Magnetic-dipole lines of 12-electron ions from B-spline many-body code 1: no-pair Dirac CI+MBPT for two electrons outside a closed [He] 2s2 2p6 core (frozen-core Dirac-Hartree-Fock potential, finite nucleus), with screened core-valence correlation, Breit and QED. Line elements include static RPA; column heads name the upper level first.

```csv
species,Z,charge (e),reduced element bohr magnetons (3s3p 3P2 3s3p 3P1) (Bohr magnetons),wavelength (3s3p 3P2 3s3p 3P1) (nm),rate (3s3p 3P2 3s3p 3P1) (s⁻¹),reduced element bohr magnetons (3p2 3P1 3p2 3P0) (Bohr magnetons),wavelength (3p2 3P1 3p2 3P0) (nm),rate (3p2 3P1 3p2 3P0) (s⁻¹)
S4+,16,4,1.585,13170,0.005934,1.417,24810,0.001182
Cl5+,17,5,1.584,8630,0.02107,1.416,15900,0.004490
Ar6+,18,6,1.584,5930,0.06492,1.416,10660,0.01488
K7+,19,7,1.584,4225,0.1795,1.415,7395,0.04449
Ca8+,20,8,1.584,3097,0.4553,1.413,5271,0.1226
Sc9+,21,9,1.583,2325,1.076,1.412,3841,0.3161
Ti10+,22,10,1.583,1780,2.397,1.409,2851,0.7707
V11+,23,11,1.582,1385,5.080,1.407,2150,1.791
Cr12+,24,12,1.581,1094,10.30,1.403,1644,3.986
Mn13+,25,13,1.580,874.5,20.13,1.399,1272,8.539
Fe14+,26,14,1.578,707.0,38.02,1.394,996.4,17.66
Co15+,27,15,1.577,577.2,69.72,1.388,788.5,35.35
Ni16+,28,16,1.575,475.4,124.4,1.382,630.2,68.63
Cu17+,29,17,1.572,394.7,216.8,1.375,508.3,129.4
```

**Reading the columns**

Every ion here has 12 electrons, so its charge is $Z-12$, with $Z$ the nuclear charge. A level is written $^{2S+1}L_J$ after its configuration. I call $3s3p\ ^3P_2\to{}^3P_1$ line a and $3p^2\ ^3P_1\to{}^3P_0$ line b. For each line the table gives the reduced magnetic-dipole (M1) element $M$ in Bohr magnetons $\mu_B$, the wavelength $\lambda$, and the spontaneous rate $A$, all from CI+MBPT. The puzzle is that the rates climb by four to five orders of magnitude from S⁴⁺ to Cu¹⁷⁺ while the elements slowly fall.

**The rates follow the wavelength**

An M1 rate from an upper level of angular momentum $J$ is

$$A=\frac{\mu_0}{3\pi\hbar}\left(\frac{2\pi}{\lambda}\right)^3\frac{M^2\mu_B^2}{2J+1}.$$

The calculation obtains its rates from this relation, so the relation tests nothing; it only splits the trend into a factor from $\lambda^{-3}$ and a factor from $M^2$. For line a the rate grows $3.65\times10^4$-fold from S⁴⁺ to Cu¹⁷⁺, and $\lambda^{-3}$ alone gives $3.71\times10^4$. For line b the two figures are $1.09\times10^5$ and $1.16\times10^5$. The columns therefore show that the whole rise comes from the widening of the energy interval, and that the elements work slightly against it.

A simpler system with the same behaviour is a free electron spin in a magnetic field. Its spin-flip element is fixed by angular momentum and does not depend on the field, while the splitting is proportional to the field, so the spontaneous rate grows as the cube of the field. In these ions the spin–orbit interaction of the $3p$ electron plays the part of the field, and raising $Z$ turns it up. The analogy covers the near-constancy of $M$ and the cube law. It stops there, because a lone spin has only two states, whereas the spin–orbit interaction in the ion also couples the triplet levels to singlets, and that coupling produces nearly all of the remaining trends in the table.

**Why the element hardly depends on $Z$**

The non-relativistic M1 operator is $\mathbf L+g\mathbf S=\mathbf J+(g-1)\mathbf S$ in units of $\mu_B$, with $g=2.0023$ the electron $g$ factor. It has no radial part, so it does not notice that the orbitals contract along the sequence. $\mathbf J$ cannot connect levels of different $J$, which leaves the spin term, and within one $LS$ term angular-momentum algebra gives

$$M_{LS}(J\to J-1)=(g-1)\sqrt{\frac{[(L+S+1)^2-J^2]\,[J^2-(L-S)^2]}{4J}}.$$

With $L=S=1$ the root is $\sqrt{5/2}$ for $J=2$ and $\sqrt2$ for $J=1$, so $M_{LS}$ is 1.5848 for line a and 1.4175 for line b. The S⁴⁺ entries, 1.585 and 1.417, agree with these to the last printed digit. Both lines are thus fully allowed M1 transitions from the first row on. They are slow at low $Z$ only because the photon energy is small.

**Why the intervals open so fast**

Both intervals are fine-structure splittings, set by the spin–orbit parameter $\zeta$ of the $3p$ orbital. Theory makes $\zeta$ proportional to the average of $r^{-1}\,dV/dr$, one power of an effective charge from the field and three from $\langle r^{-3}\rangle$. For a hydrogen-like $3p$ electron this is $\zeta=R\alpha^2Z_{\rm eff}^4/81$, where $R$ is the Rydberg energy and $\alpha$ the fine-structure constant. Solving for $Z_{\rm eff}$ with the $\zeta$ of each ion (defined below) gives $Z-Z_{\rm eff}=5.90$ at S⁴⁺ and 5.16 at Cu¹⁷⁺. This inversion restates $\zeta$ and is no test of the formula, but a screening well under the ten core electrons is what theory suggests for an operator that weights the region inside the core.

A law $(Z-\sigma)^4$ with fixed screening $\sigma$ has the logarithmic slope $4Z/(Z-\sigma)$, which exceeds 4 and falls as $Z$ grows. The table has that shape: the slope $d\ln\Delta E/d\ln Z$ of interval a drops at every step, from 6.97 between S and Cl to 5.30 between Ni and Cu. At sulphur the fixed-screening value would be $4\times16/(16-5.90)\approx6.3$, somewhat lower, because the screening so defined itself shrinks along the series. Cubing the interval triples the slope, which is why the rate of line a behaves like $Z^{21}$ at the start and $Z^{16}$ at the end. No single power of $Z$ describes these rows.

**The singlets push, and harder on line b**

If the terms were pure, the Landé rule would put $^3P_0$, $^3P_1$, $^3P_2$ at $-\zeta$, $-\zeta/2$, $+\zeta/2$ in both configurations. For the same $\zeta$, interval a would be $\zeta$ and interval b would be $\zeta/2$, a ratio of 2. The tabulated wavelengths give 1.88 at S⁴⁺, falling at every step to 1.29 at Cu¹⁷⁺. Something adds more to interval b than to interval a, and adds more as $Z$ rises.

Spin–orbit coupling conserves $J$ and parity but not $S$. In each line the lower level has a singlet partner of the same $J$ above it in its own configuration: $3s3p\ ^1P_1$ for $^3P_1$, and $3p^2\ ^1S_0$ for $^3P_0$. The upper levels, $3s3p\ ^3P_2$ and $3p^2\ ^3P_1$, have no such partner, and the runs list both as pure in every ion whose levels were inspected. So only the lower level is mixed and pushed down, which widens the interval and, since M1 does not join the singlet part to the triplet upper level, weakens the element.

The coupling $V$ follows from the limit in which the electrostatic splitting is switched off. There each $3p$ electron has energy $-\zeta$ (for $j=1/2$) or $+\zeta/2$ (for $j=3/2$). For $3s3p$, $J=1$, the matrix with diagonal $(-\zeta/2,\,0)$ must have eigenvalues $-\zeta$ and $+\zeta/2$, so its determinant gives $V^2=\zeta^2/2$. For $3p^2$, $J=0$, the diagonal is $(-\zeta,\,0)$ and the eigenvalues are $-2\zeta$ and $+\zeta$, so $V^2=2\zeta^2$. The squared coupling is four times larger for line b, and it acts on an interval half as wide.

For two levels with final separation $\Delta$ and coupling $V$, the mixing angle obeys $\sin2\theta=2V/\Delta$, the lower level keeps the triplet share $\cos^2\theta$, and it is lowered by $\Delta\sin^2\theta$. This yields an estimate with no adjustable constant:

$$\Delta E_a=\zeta+\Delta_a\sin^2\theta_a,\qquad \Delta E_b=\tfrac12\zeta+\Delta_b\sin^2\theta_b,\qquad M=M_{LS}\cos\theta .$$

Here $\zeta=\tfrac23[E(^3P_2)-E(^3P_0)]$ of $3s3p$, two levels without singlet partners, and $\Delta_a$, $\Delta_b$ are the computed singlet–triplet gaps. All three are read, ion by ion, from the level energies of the same calculation.

Mixing grows along the series because $V$ outruns $\Delta$. From S⁴⁺ to Cu¹⁷⁺ $\zeta$ grows 31-fold, while the gaps grow by factors of 3.14 (a) and 3.92 (b). Theory accounts for the contrast: the gaps are mainly electrostatic and scale roughly with the first power of an effective charge, against the fourth power for $\zeta$.

**One row in full: line b of Cu¹⁷⁺**

Nothing is fitted, so this row stands on the same footing as any other. The level energies, in eV, are those of the CI+MBPT run.

$$\zeta=\tfrac23(39.0144-34.6837)=2.887,\qquad V=\sqrt2\,\zeta=4.083,\qquad \Delta_b=99.737-82.4545=17.28$$

$$\sin2\theta=\frac{2\times4.083}{17.28}=0.473,\qquad \sin^2\theta=\tfrac12\left(1-\sqrt{1-0.473^2}\right)=0.059$$

Carried with one more digit, $\sin^2\theta=0.0593$, and then

$$\Delta E_b=1.444+17.28\times0.0593=2.469\ \text{eV},\qquad M=1.4175\sqrt{1-0.0593}=1.375 .$$

The tabulated wavelength corresponds to 2.439 eV, so the estimated interval is 1.2% too large relative to the calculation, and the element equals the tabulated one. The push from $^1S_0$ makes up 41.5% of the estimated interval at copper, against 7.8% at sulphur. A pure-term picture would miss that part entirely.

For line a the same push is only 0.8% of the interval at sulphur and 7.9% at copper. This difference is why interval b has the steeper slope at every step of the table and why its rate gains more. In pure $LS$ coupling the rate ratio a/b would be $2^3\times(\tfrac52/5)/(\tfrac23)=6$; the table goes from 5.02 to 1.68. In the $jj$ limit both intervals become $3\zeta/2$, so copper, with its ratio of intervals still above 1, is part of the way there as far as energies go.

**Where the lost strength goes**

By copper, line a has lost 1.6% of its $LS$ strength $M^2$ and line b 5.9%, close to the factor of four in $V^2$, since the two gaps are nearly equal there. If mixing is the cause, the strength should reappear in the M1 line that joins the same pure triplet level to the singlet partner. The runs show this directly. At Cu¹⁷⁺ the element between $^1S_0$ and $3p^2\ ^3P_1$ is 0.340, and $\sqrt{1.375^2+0.340^2}=1.416$, nearly the $LS$ value again. This check uses no model energies, and it holds to about 0.001 $\mu_B$ for both lines wherever the partner line was examined, from Ar⁶⁺ to Cu¹⁷⁺ for a and from S⁴⁺ for b.

**How well the estimate does**

It was applied to eight ions: S, Ar, K, Sc, V, Fe, Ni and Cu. Interval a comes out low by 0.21 to 0.25% of the calculated value, but that agreement is partly built in, because interval a is the larger piece of the splitting that defines $\zeta$. Interval b, which takes $\zeta$ from another configuration, is the fairer test and comes out high by 0.8 to 1.2% in all eight. Most of this excess sits in the push. The share $\sin^2\theta_b$ can also be read from the M1 elements, as the part of the summed $M^2$ that goes to the $^1S_0$ line. At copper this gives 0.0575 instead of 0.0593, and the interval becomes 2.437 eV against the calculated 2.439. At sulphur the same step cuts the excess from 1.0 to 0.3%. The actual coupling is thus somewhat weaker than $\sqrt2\,\zeta$. Admixture of other configurations into the $J=0$ levels could weaken it, but that is a guess that I have not tested. Because every input comes from the same runs, the agreement supports the coupling picture and says nothing about accuracy against nature.

The elements of line b are reproduced within the rounding of the table, 0.0005 $\mu_B$, while for line a the estimate lies above the table by up to 0.0013 $\mu_B$, at copper. The square root of the summed strength at copper falls short of the $LS$ element by 0.0012 $\mu_B$ for both lines, so a small loss exists that singlet mixing does not account for. My guess is a relativistic effect outside the operator $\mathbf L+g\mathbf S$ with identical radial functions, such as the difference between $3p_{1/2}$ and $3p_{3/2}$ orbitals. The match for line b at copper is then partly a cancellation, since the estimate overstates the mixing a little, with purity 0.941 where the run gives a slightly higher value.

**Rows that look special**

No row breaks the trend. The element of line a reads 1.584 from Cl⁵⁺ to Ca⁸⁺ and 1.583 for both Sc⁹⁺ and Ti¹⁰⁺, and that of line b repeats between Cl⁵⁺ and Ar⁶⁺, because the mixing changes the element by less than a printed digit per step there. These flat stretches are rounding and need no cause.

A real change of level order happens inside the series and leaves no mark. The level $3p^2\ ^1D_2$ lies 0.068 eV below $^3P_0$ at V¹¹⁺ and 0.620 eV above it at Fe¹⁴⁺, so the two cross in between. The slope of interval b passes through Cr and Mn smoothly, at 6.28 and 6.23 for the steps that start there. Levels with $J=2$ cannot mix with $J=0$ or $J=1$, so $^1D_2$ touches neither end of line b. It mixes instead with $3p^2\ ^3P_2$, and the line $3p^2\ ^3P_2\to{}^3P_1$ loses far more strength than line b, while the line between $^3P_1$ and $^1D_2$ gains it. At copper the elements of these two lines, 1.3982 and 0.74145, combine in quadrature to 1.583, close to the $LS$ value of 1.5848.

**Limits that matter in use**

Correlation with the core, Breit and QED, taken together, shrink the intervals by 1.9 to 2.6% relative to plain CI in the three ions compared (S, Fe, Cu). Through the cube law alone this lowers the rates by 5.5 to 7.6%. That is little beside the trend but sets the rule for accuracy: an error of one per cent in an interval costs three in the rate, while the element is fixed mostly by angular momentum. The comparison of the two levels of theory does not separate the three contributions.

The rates belong to single lines and are not inverse lifetimes. The level $3p^2\ ^3P_1$ decays to $3s3p$ by electric-dipole radiation, and even among M1 channels its decay to $^1D_2$ is 22 times faster than line b at S⁴⁺, still 3.2 times faster at K⁷⁺, and already slower at Sc⁹⁺. The level $3s3p\ ^3P_2$ also has a magnetic-quadrupole decay to the ground state.

For a neighbouring fine-structure line the reasoning runs the same way. The $LS$ formula gives the starting element, the cube of the interval gives the growth of the rate, and the question to ask is which of the two levels has a partner of equal $J$ and parity in its configuration. If the upper level stays pure, a partner above the lower level widens the interval by $\Delta\sin^2\theta$ and takes the share $\sin^2\theta$ of the strength, more so at each step in $Z$.
